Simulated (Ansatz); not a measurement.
# Ir: the change of pressure with volume per atom

Results calculated with Ansatz 0.2.0, not measured. Periodic Kohn-Sham DFT of a crystal at fixed atoms; pressure and stress are positive in compression; the energy is the free energy less that of spherical unpolarised free atoms; site moments are those in the method's own spheres, positive along +z.

Cell of the first row (space group Fm-3m, No. 225):
```
Ir
1.0
      0.0000     1.8805     1.8805
      1.8805     0.0000     1.8805
      1.8805     1.8805     0.0000
Ir
1
Direct
  0.00000 0.00000 0.00000
```

Settings of every row: method all-electron PAW; functional PBEsol; relativity scalar; k mesh 15x15x15; filling fermi-dirac; smearing width 0.05 eV; nucleus gaussian.

Atom start moment: 0 on all atoms.

Limits: no spin-orbit coupling on heavy atoms.

```csv
row,volume per atom (Å³),pressure (GPa)
1,13.3,24.131
2,13.307,23.864
3,13.583,14.041
4,13.866,5.098
5,14.008,1.016
6,14.149,-2.825
7,14.291,-6.437
8,14.432,?
9,14.715,-16.044
```

Question: what pressure should row 8 give?

Worked fit of pressure. Take u = (V_r/V)^(2/3) − 1 with V_r = 13.937 Å³ an atom, which is twice the finite (Eulerian) strain; such expansions in the strain, on which the Birch-Murnaghan equation of state is built, carry the rest volume and the bulk modulus. The shown rows have u = 0.03168, 0.03132, 0.0173, 0.00341, -0.00338, -0.01001, -0.01658, -0.03557. Least squares give pressure = 3.0234 + 602.548 × u + 1943.85 × u² + 2085 × u³ GPa; a parabola predicts inner rows, each left out in turn, worse (root mean square 0.022 against 0.0085 GPa). The rows lie off it by 0.002, -0.002, 0.001, -0.003, 0.007, -0.010, 0.005, 0.000 (root mean square 0.0049 GPa). The pressure vanishes at u = -0.0051, or V = 14.04 Å³ an atom, and there the bulk modulus at fixed shape and fractions is B = −V dP/dV = (2/3)(1 + u) dP/du = 387 GPa. The withheld row has u = -0.023, so the fit gives 3.0234 + 602.548 × (-0.023) + 1943.85 × (-0.023)² + 2085 × (-0.023)³ = -9.832 GPa.

The calculation gave -9.839 GPa. The fit lies 0.007 GPa (0.017 % of the column's range) above it; its largest miss of a shown row is 0.010 GPa.
